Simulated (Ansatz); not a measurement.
# Ba: the change of energy above lowest point with volume scale

Results calculated with Ansatz 0.2.0, not measured. Free energy against uniform scaling of the volume at fixed shape and fractions; periodic cell, basis, potentials, k mesh and filling as listed.

The cell before it is scaled or strained (space group Pm-3m, No. 221):
```
cell vectors (Å)
   3.9307     0.0000     0.0000
   0.0000     3.9307     0.0000
   0.0000     0.0000     3.9307
atoms (fractions of the cell vectors)
Ba  0.00000  0.00000  0.00000
```

Settings of every row: functional PBEsol; dispersion none; potentials PAW; wave cutoff 500 eV; density cutoff 2000 eV; k mesh 6x6x6; k shift 0x0x0; occupations cold; smearing width 0.1 eV; spin none.

Limits: coarse k mesh, up to 40 meV an atom off; minimum outside the range; no spin-orbit coupling, which can matter with elements this heavy; the cell comes from a prototype or a list of computed structures and needn't be the stable phase.

| row | volume scale | V (Å³/atom) | energy above lowest point (meV/atom) |
| --- | --- | --- | --- |
| 1 | 0.9406 | 57.123 | 0 |
| 2 | 0.9703 | 58.927 | 5.1 |
| 3 | 1 | 60.731 | 12.8 |
| 4 | 1.0297 | 62.535 | ? |
| 5 | 1.0594 | 64.338 | 34.1 |

Question: what energy above lowest point should row 4 give?

Worked fit of energy above lowest point. Take u = (V_r/V)^(2/3) − 1 with V_r = 59.829 Å³ an atom, which is twice the finite (Eulerian) strain; such expansions in the strain, on which the Birch-Murnaghan equation of state is built, carry the rest volume and the bulk modulus. The shown rows have u = 0.03134, 0.01018, -0.00993, -0.04729. Least squares give energy above lowest point = 8.67 − 380.9 × u + 3321 × u² meV/atom; a straight line predicts inner rows, each left out in turn, worse (root mean square 3.2 against 0.064 meV/atom). All shown rows lie on it to the printed digit. The withheld row has u = -0.02906, so the fit gives 8.67 − 380.9 × (-0.02906) + 3321 × (-0.02906)² = 22.5 meV/atom.

The calculation gave 22.7 meV/atom. The fit lies 0.2 meV/atom (0.59 % of the column's range) below it; its largest miss of a shown row is 0.0 meV/atom.
